**Question: why do averaged Dirac-Fock ionisation energies of $p^n$ ions miss the half-shell break, and why does filling low $j$ first not help?**

I am looking at the ionisation energies (IE) of the singly charged 4p and 5p ions below. Both computed columns climb from $p^1$ to $p^5$ without a break, while the NIST values almost stall between Se⁺ and Br⁺ and between Te⁺ and I⁺. The column "low j first less nl average" has signs that look random to me. What produces these patterns?

Ionisation energies (IE) of singly charged 4p and 5p ions from B-spline radial atomic code 1: all-electron, spherical Dirac-Coulomb Hartree-Fock at the basis-set limit, Fermi nucleus, ΔSCF, with first-order Breit, QED and recoil terms. Averages are over the nl configuration or the jj configuration that fills j = l − 1/2 first; NIST values run between ground levels.

| species | Z | electrons | configuration | jj occupations, species → ion | IE, nl average (eV) | IE, low j first (eV) | low j first less nl average (eV) | NIST table (eV) | kind of table value | stated uncertainty (eV) |
| --- | --- | --- | --- | --- | --- | --- | --- | --- | --- | --- |
| Ge+ | 32 | 31 | [Ar] 3d10 4s2 4p1 | (4p1/2)1 → closed | 15.1423 | 15.2865 | 0.14 | 15.93461 | measured | 2.5e-05 |
| As+ | 33 | 32 | [Ar] 3d10 4s2 4p2 | (4p1/2)2 → (4p1/2)1 | 17.3026 | 17.0242 | -0.28 | 18.5892 | measured | 0.001 |
| Se+ | 34 | 33 | [Ar] 3d10 4s2 4p3 | (4p1/2)2 (4p3/2)1 → (4p1/2)2 | 19.5180 | 19.5727 | 0.05 | 21.196 | measured | 0.01 |
| Br+ | 35 | 34 | [Ar] 3d10 4s2 4p4 | (4p1/2)2 (4p3/2)2 → (4p1/2)2 (4p3/2)1 | 21.7974 | 21.7402 | -0.06 | 21.591 | measured | n/a |
| Kr+ | 36 | 35 | [Ar] 3d10 4s2 4p5 | (4p1/2)2 (4p3/2)3 → (4p1/2)2 (4p3/2)2 | 24.1466 | 23.9691 | -0.18 | 24.35984 | measured | 0.00012 |
| Sn+ | 50 | 49 | [Kr] 4d10 5s2 5p1 | (5p1/2)1 → closed | 13.6446 | 13.9908 | 0.35 | 14.63307 | measured | 9e-05 |
| Sb+ | 51 | 50 | [Kr] 4d10 5s2 5p2 | (5p1/2)2 → (5p1/2)1 | 15.4015 | 15.3855 | -0.02 | 16.626 | measured | 0.025 |
| Te+ | 52 | 51 | [Kr] 4d10 5s2 5p3 | (5p1/2)2 (5p3/2)1 → (5p1/2)2 | 17.1865 | 16.9618 | -0.22 | 18.6 | measured | 0.4 |
| I+ | 53 | 52 | [Kr] 4d10 5s2 5p4 | (5p1/2)2 (5p3/2)2 → (5p1/2)2 (5p3/2)1 | 19.0087 | 18.6733 | -0.34 | 19.13126 | measured | 0.00012 |
| Xe+ | 54 | 53 | [Kr] 4d10 5s2 5p5 | (5p1/2)2 (5p3/2)3 → (5p1/2)2 (5p3/2)2 | 20.8735 | 20.4199 | -0.45 | 20.975 | semi-empirical | 0.004 |

**Answer**

Each IE is an energy difference between the $p^n$ species and the $p^{n-1}$ ion, and the three columns take different states at the two ends. "IE, nl average" averages over all states of each configuration. "IE, low j first" averages over the listed occupations of $p_{1/2}$ and $p_{3/2}$. The NIST value joins the two lowest levels.

**The smooth rise.** Each step adds a proton and a p electron in the same shell, which screens that proton only partly. An average over all states gives every p pair the same repulsion, so nothing singles out $p^3$. The nl steps grow slowly, from 2.16 to 2.35 eV in 4p and from 1.76 to 1.86 eV in 5p. A straight line in $n$ describes this to about 0.05 and 0.03 eV rms, and a screened-hydrogenic form ($\sqrt{\mathrm{IE}}$ linear in $n$) does no better, so both are descriptions only. The 5p values are 0.86 to 0.90 of the 4p ones, in keeping with a larger orbital. Breit, QED and recoil terms lower these IEs by 0.011 eV at most in the same runs, so neither they nor the rough self-energy matter here.

**The difference between the columns.** Putting electrons into $p_{1/2}$ gains spin-orbit energy, but it also changes how well they avoid each other. Two $p_{1/2}$ electrons fill a spherical subshell and get none of the angular and exchange relief of an average pair.

Let $\zeta$ be the spin-orbit parameter, so that $p_{1/2}$ lies at $-\zeta$ and $p_{3/2}$ at $+\zeta/2$, and let $F^0$, $F^2$ be the Slater integrals of the p shell. Angular algebra gives pair energies $F^0$ for $(\tfrac12,\tfrac12)$, $F^0-F^2/10$ for $(\tfrac12,\tfrac32)$ and $F^0-F^2/15$ for $(\tfrac32,\tfrac32)$. There are 1, 8 and 6 such pairs, and their mean is $F^0-0.08F^2$. Relative to the mean the three kinds cost $+0.08$, $-0.02$ and $+1/75$ of $F^2$. Counting electrons and pairs gives

$$E_{jj}-E_{nl}=-a_n\zeta+b_nF^2,$$

with $a_n=1,\,2,\,1.5,\,1,\,0.5$ and $b_n=0,\,0.08,\,0.04,\,1/75,\,0$ for $n=1$ to $5$. The column difference is this offset for the ion minus that for the species. With equal parameters at both ends it is $+\zeta$ for $p^1$, $\zeta-0.08F^2$ for $p^2$, and $-\zeta/2$ plus $0.04$, $0.027$, $0.013$ of $F^2$ for $p^3$, $p^4$, $p^5$. The signs come from two terms of opposite sign and similar size.

$F^2$ was anchored to the computed 6.03 eV (Se⁺), 5.22 eV (Te⁺, from the jj run) and 4.44 eV (Sn⁺), with the relative 5p slope assumed for 4p. Each row's $\zeta$ was then solved from its two total energies, so the species end is built in and the $p^1$ rows test nothing. The checks that remain are the ion end and the run of $\zeta$, which rises at every step, from 0.14 to 0.49 eV in 4p and from 0.35 to 0.87 eV in 5p. Total energies given to 0.001 hartree leave Kr⁺ and Xe⁺ uncertain by 0.05 eV.

With equal parameters the eight rows with $n\ge2$ are missed by 0.086 eV rms against the computed difference, always on the positive side, and Sb⁺ gets the wrong sign. An ion that has lost an electron contracts, so its $\zeta$ and $F^2$ should be larger. Fitting one ion-to-species ratio for each (1.13 and 1.07) to those eight rows leaves 0.018 eV, finer than the total energies resolve. Both ratios lie above one, as contraction requires, but they partly trade against each other, so their exact values should not be read as a measured contraction.

As⁺, one of the fitted rows, has $\zeta=0.210$ and $F^2=5.58$ eV. The species offset is $-2(0.210)+0.08(5.58)=+0.03$ eV, so its jj state is no lower than the nl average. The ion offset is $-1.132(0.210)=-0.24$ eV. The difference is $-0.26$ eV, against $-0.28$ in the table. In Sb⁺, $\zeta$ is more than twice as large and $F^2$ smaller, so +0.40 and −0.39 eV nearly cancel. The same shift explains $p^3$: the $F^2$ part wins narrowly in Se⁺ (+0.05) and loses in Te⁺ (−0.22). From $p^3$ to $p^5$ the $F^2$ part shrinks while $\zeta$ grows, so the difference falls in both blocks.

Ge⁺ and Sn⁺ resemble an alkali atom, with one p electron outside closed shells and a fine-structure doublet whose lower member lies $\zeta$ below the average. The Landé formula for such a penetrating electron makes $\zeta$ grow as $Z^2\,\mathrm{IE}^{3/2}$, and the values extracted for Ge⁺ and Sn⁺ are 0.94 and 1.17 times its estimate. The analogy gives the scale of $\zeta$ and says nothing of $F^2$, so it ends at $p^1$.

**The break in NIST.** This is Hund's-rule exchange. In LS coupling the ground terms lie below the average by $0.12F^2$ ($^3P$ of $p^2$ and $p^4$) and $0.36F^2$ ($^4S$ of $p^3$). Ionising $p^3$ destroys the deep $^4S$, which raises the IE by $0.24F^2$, and ionising $p^4$ creates it, which lowers the IE by as much. The step between them loses about $0.48\times6\approx2.9$ eV, more than the whole averaged step.

Filling low $j$ first recovers little of this. The jj state of Se⁺ lies 0.19 eV below the nl average, while the model puts the lowest level 2.19 eV below, and for Te⁺ the figures are 0.68 and 2.00 eV. The $(p_{1/2})^2$ state has $J=0$ but mixes $^3P_0$ with $^1S_0$, and its interaction with $(p_{3/2})^2$ is left out. Kr⁺ and Xe⁺ start from a true $J=3/2$ level but end on an average of $J=0$ and $2$. Only Ge⁺ and Sn⁺ have a true level at both ends. Low $j$ first is closer to NIST in those two rows and, by some 0.05 eV and for no good reason, in Se⁺ and Br⁺. The rms errors against NIST are 0.98 eV (nl) and 1.04 eV (low $j$ first).

**What remains.** Diagonalising the small $p^n$ matrices in $F^2$ and $\zeta$ for both ends and adding the result to the nl column restores the break but overdoes it. The $p^3\to p^4$ step becomes −0.31 eV in 4p (NIST +0.39) and +0.20 eV in 5p (NIST +0.53). NIST then lies above the corrected values by 0.58 to 0.66 eV for $n\le3$, Te⁺ excepted, and by 1.15 to 1.34 eV for $n\ge4$. Te⁺ gives 0.97 eV, but its stated uncertainty is 0.4 eV. With equal parameters at both ends the mean remainders drop to 0.63 and 1.10 eV and the step survives.

For Ge⁺ and Sn⁺ the low-$j$-first column shows the gap directly (0.65 and 0.64 eV below NIST), and missing correlation is the standard cause, since the species has one more correlated electron than the ion. That the gap roughly doubles because the fourth and fifth electrons leave a spin pair is a plausible inference that was not computed. Scaling $F^2$ by 0.77 with one constant gap, another way correlation could show, leaves 0.19 eV rms against 0.11 for the step. Both may act, and orbitals relaxed for each term are missing from the model. Either way the small nl errors at $n\ge4$ are cancellations. For Br⁺, the nl value lies only 0.21 eV above NIST because a level correction of −1.55 eV nearly offsets a remainder of +1.34 eV (its NIST value has no stated uncertainty, and that of Xe⁺ is semi-empirical). Row-by-row values are in the printed output below.

For a neighbouring case the ratio $\zeta/F^2$ decides. The $p^2$ difference changes sign near 0.08 to 0.09, and As⁺ ($0.210/5.58=0.04$) and Sb⁺ ($0.465/4.83=0.10$) lie below and about at that point. In a lighter block, with a much smaller ratio, the $F^2$ part should win in every row from $p^2$ on, which keeps $p^2$ negative and makes $p^3$ to $p^5$ positive. In a much heavier block theory moves the break towards $p^2\to p^3$, where $p_{1/2}$ is full.

Output of the analysis:

```
all energies in eV; steps p1>p2>p3>p4>p5
4p nl +2.16 +2.22 +2.28 +2.35 | jj +1.74 +2.55 +2.17 +2.23
4p NIST +2.65 +2.61 +0.39 +2.77 | nl+level +2.69 +2.59 -0.31 +2.90
4p nl linear slope 2.25 rms 0.053; sqrt-linear rms 0.057
5p nl +1.76 +1.78 +1.82 +1.86 | jj +1.39 +1.58 +1.71 +1.75
5p NIST +1.99 +1.97 +0.53 +1.84 | nl+level +2.05 +1.58 +0.20 +2.00
5p nl linear slope 1.81 rms 0.030; sqrt-linear rms 0.050
5p/4p ratio of nl IE: +0.90 +0.89 +0.88 +0.87 +0.86 | of zeta: +2.60 +2.22 +2.06 +2.03 +1.78
Breit+QED+recoil shift: nl -0.0093..-0.0036, jj -0.0108..-0.0010
Se+ -orbital energy 20.04, less Delta-SCF 0.52
F2 slope per electron 0.0747 (Sn+,Te+; assumed in 4p); offset floor 0.027
fitted ion/species ratios: zeta 1.132, F2 1.073 (8 rows; p1 rows are identities)
ion n Ejj-Enl F2 zeta(floor) /Lande | jj-nl frozen SOpart F2part resid
Ge+ 1 -0.136 5.13 0.136(0.027) 0.94 | +0.144 +0.136 +0.136 +0.000 +0.008
As+ 2 +0.027 5.58 0.210(0.014) 1.11 | -0.278 -0.237 +0.182 -0.446 -0.014
Se+ 3 -0.190 6.03 0.288(0.018) 1.20 | +0.055 +0.097 -0.220 +0.276 -0.002
Br+ 4 -0.272 6.48 0.359(0.027) 1.20 | -0.057 -0.006 -0.250 +0.192 +0.001
Kr+ 5 -0.245 6.93 0.490(0.054) 1.32 | -0.177 -0.152 -0.309 +0.099 +0.033
Sn+ 1 -0.354 4.44 0.354(0.027) 1.17 | +0.346 +0.354 +0.354 +0.000 -0.008
Sb+ 2 -0.544 4.83 0.465(0.014) 1.23 | -0.016 +0.079 +0.404 -0.387 -0.033
Te+ 3 -0.680 5.22 0.593(0.018) 1.28 | -0.225 -0.087 -0.453 +0.239 -0.011
I+  4 -0.653 5.61 0.728(0.027) 1.30 | -0.335 -0.214 -0.508 +0.166 +0.006
Xe+ 5 -0.435 6.00 0.871(0.054) 1.30 | -0.454 -0.355 -0.550 +0.086 +0.011
rms jj-nl 0.246; resid frozen 0.086, fitted 0.018; worst Sb+ -0.033
ion nl-NIST jj-NIST lowest-nl jj-lowest levelcorr NIST-(nl+corr) same,frozen unc
Ge+  -0.79 -0.65 -0.14 +0.00 +0.14 +0.66 +0.66 2.5e-05 measured
As+  -1.29 -1.57 -0.90 +0.93 +0.67 +0.62 +0.59 0.001 measured
Se+  -1.68 -1.62 -2.19 +2.00 +1.04 +0.64 +0.54 0.01 measured
Br+  +0.21 +0.15 -0.99 +0.72 -1.55 +1.34 +1.17 None measured
Kr+  -0.21 -0.39 -0.24 +0.00 -1.00 +1.21 +1.11 0.00012 measured
Sn+  -0.99 -0.64 -0.35 +0.00 +0.35 +0.63 +0.63 9e-05 measured
Sb+  -1.22 -1.24 -1.17 +0.63 +0.64 +0.58 +0.52 0.025 measured
Te+  -1.41 -1.64 -2.00 +1.32 +0.44 +0.97 +0.82 0.4 measured
I+   -0.12 -0.46 -1.18 +0.53 -1.18 +1.31 +1.13 0.00012 measured
Xe+  -0.10 -0.56 -0.44 +0.00 -1.05 +1.15 +1.01 0.004 semi-empirical
jj closer to NIST: ['Ge+', 'Se+', 'Br+', 'Sn+'] ; rms err nl 0.98 jj 1.04
fitted remainder: mean n<=3 0.68, n>=4 1.25, rms about step 0.11, about one mean 0.30
frozen remainder: mean n<=3 0.63, n>=4 1.10, rms about step 0.08, about one mean 0.25
alternative: F2 scaled by 0.77, one constant 0.89, rms 0.19
  its residuals: -0.24 -0.13 +0.07 +0.06 +0.13 -0.26 -0.21 +0.36 +0.11 +0.11
```
